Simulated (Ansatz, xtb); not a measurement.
Two isomers of CH4OSb

Structure a: `[CH3][Sb][OH]`, a doublet. Structure b: `C[O][SbH]`, a doublet. Both are isolated molecules in the gas phase, relaxed with PBE-D3(BJ)/def2-SVP; the shapes shown needn't be the lowest conformers.

a (Å):

```
atom    x (Å)    y (Å)    z (Å)
   C   1.5135   0.1540   0.1900
   O  -1.3775   0.3277  -0.9844
  Sb   0.0007   1.6679  -0.3248
   H   1.1192  -0.5333   0.9652
   H   1.7949  -0.4266  -0.7113
   H   2.4190   0.6551   0.5868
   H  -0.9967  -0.5681  -0.8900
```

b (Å):

```json
{"atom": "C", "x (Å)": "-2.4151", "y (Å)": "-0.6023", "z (Å)": "1.6059"}
{"atom": "O", "x (Å)": "-2.0264", "y (Å)": "0.4401", "z (Å)": "0.7386"}
{"atom": "Sb", "x (Å)": "-3.3859", "y (Å)": "1.6969", "z (Å)": "-0.0827"}
{"atom": "H", "x (Å)": "-1.4930", "y (Å)": "-1.0650", "z (Å)": "2.0213"}
{"atom": "H", "x (Å)": "-3.0359", "y (Å)": "-0.2507", "z (Å)": "2.4642"}
{"atom": "H", "x (Å)": "-2.9896", "y (Å)": "-1.4044", "z (Å)": "1.0842"}
{"atom": "H", "x (Å)": "-4.7297", "y (Å)": "1.1088", "z (Å)": "0.8788"}
```

Question: Estimate E(b) − E(a) at the level CCSD(T)/def2-SVP + ΔMP2/def2-TZVPP.

Answer: Calculated at CCSD(T)/def2-SVP + ΔMP2/def2-TZVPP: E(b) − E(a) = +18.2 kcal/mol, so structure a lies lower.

Level by level:

| level | geometry | E(b) − E(a) (kcal/mol) | departure from the last row (kcal/mol) | job, with rough time for the two |
| --- | --- | --- | --- | --- |
| GFN2-xTB | GFN2-xTB | +6.3 | −12.0 | optimisation, 0.15 s |
| HF/STO-3G | GFN2-xTB | +8.6 | −9.7 | single point, 1.9 s |
| r2SCAN-D4/def2-SVP | GFN2-xTB | +13.1 | −5.2 | single point, 7.5 s |
| PBE-D3(BJ)/def2-SVP | PBE-D3(BJ)/def2-SVP | +12.3 | −5.9 | optimisation, 71 s |
| HF/def2-SVP | PBE-D3(BJ)/def2-SVP | +10.2 | −8.1 | part of the CCSD(T) run |
| MP2/def2-SVP | PBE-D3(BJ)/def2-SVP | +14.1 | −4.1 | part of the CCSD(T) run |
| CCSD(T)/def2-SVP | PBE-D3(BJ)/def2-SVP | +11.8 | −6.4 | single point |
| CCSD(T)/def2-SVP + ΔMP2/def2-TZVPP | PBE-D3(BJ)/def2-SVP | +18.2 |  | single point, 66 s |

As drawn, b has 1 C–O, 1 Sb–H in place of 1 C–Sb, 1 O–H.

The levels shown agree on the order. The largest departure from CCSD(T)/def2-SVP + ΔMP2/def2-TZVPP is that of GFN2-xTB, 12.0 kcal/mol. The last row adds to CCSD(T) the change of the MP2 difference between the two basis sets, here +6.4 kcal/mol, a large step that makes the value less sure.

With harmonic frequencies from PBE-D3(BJ)/def2-SVP (ideal gas, rigid rotor, one conformer each, 298.15 K, 1 atm): on the last row, ΔE + ΔZPE = +17.3 kcal/mol. A mode under 50 cm⁻¹ makes harmonic enthalpies and free energies unreliable, so none is given.

Open shells are spin-unrestricted. The correlated steps freeze 6 core orbitals; the filled d shell of Sb is correlated, in a basis made for valence electrons. Atoms past krypton carry core potentials in the def2 sets, other sets are all-electron and non-relativistic, and no spin–orbit term is included. Mirror images aren't counted in ΔG. Codes used: Ansatz 0.2.0, xtb 6.7.1; the last row on 1 thread of Arm Neoverse V1 on a shared host.

The energies favour methyl and hydroxyl groups on antimony over methoxy and hydride. Both isomers keep an Sb–O bond and are formally Sb(II) radicals, so the preference rests mainly on the bonds exchanged. Sb–C and Sb–H are both fairly weak, because antimony's diffuse valence orbitals overlap poorly with those of carbon and hydrogen. The strong, polar O–H bond, however, outweighs the C–O bond that replaces it, and this probably decides the order.

Hartree–Fock already gives this order, so correlation isn't needed to explain it. In the small basis, MP2 widens the gap and CCSD(T) takes back part of that increase. The larger basis shifts the gap more than either, perhaps because it describes the polar hydroxyl group better. Zero-point energy narrows the gap slightly, as expected when a stiff O–H stretch gives way to a much softer Sb–H stretch. The preference is thermodynamic and covers only these two connectivities; without a barrier, it doesn't show whether b would persist once formed.
